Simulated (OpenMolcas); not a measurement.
# How methods differ on As4 (arsenic tetramer)

As4 has 4 atoms, charge 0, and is taken as a singlet. As SMILES, `[As]12[As]3[As]1[As]23`. The shape is that of a PBE0-D4/def2-TZVP optimisation.

Each level gives the electronic atomisation energy (eV). The values are calculated. Electronic energies at fixed atoms, without zero-point motion or spin-orbit coupling.

```
         level             kind     program  value (eV)  CPU time (all runs)
    HF/cc-pVDZ     Hartree–Fock  OpenMolcas        2.60                 30 s
 SVWN5/cc-pVDZ              LDA  OpenMolcas       13.68                 37 s
   PBE/cc-pVDZ              GGA  OpenMolcas       10.96                 41 s
 M06-L/cc-pVDZ         meta-GGA  OpenMolcas       11.43                 53 s
 B3LYP/cc-pVDZ    global hybrid  OpenMolcas        9.89                 53 s
M06-2X/cc-pVDZ  hybrid meta-GGA  OpenMolcas        8.85                 49 s
```

All-electron rows without a relativistic Hamiltonian named are non-relativistic. The values span 2.60 to 13.68 eV. Times are those of the runs behind each value, whatever else they computed, on shared processors of several kinds: orders of magnitude only.

As4 is bound with respect to its free atoms at every level, but Hartree–Fock recovers only 2.60 eV, far below any of the density functionals. The missing part is electron correlation. Each arsenic atom starts from a half-filled p shell with parallel spins, where exchange is strong and opposite-spin correlation among the p electrons is absent. Forming the cage pairs these electrons in bonds along every edge of the tetrahedron, so the molecule gains much more correlation energy than the atoms, and a mean-field treatment misses this gain.

At the other end, the 13.68 eV from SVWN5 shows the familiar overbinding of the local density approximation, which gradient corrections reduce. M06-L lies above PBE, so binding does not fall steadily with each added ingredient. The two hybrids lie below all the semilocal functionals, probably in part because exact exchange favours the high-spin atoms. Binding against separate atoms does not settle whether As4 is stable towards dissociation into two As2 molecules, whose triple bonds avoid the strain of the cage.
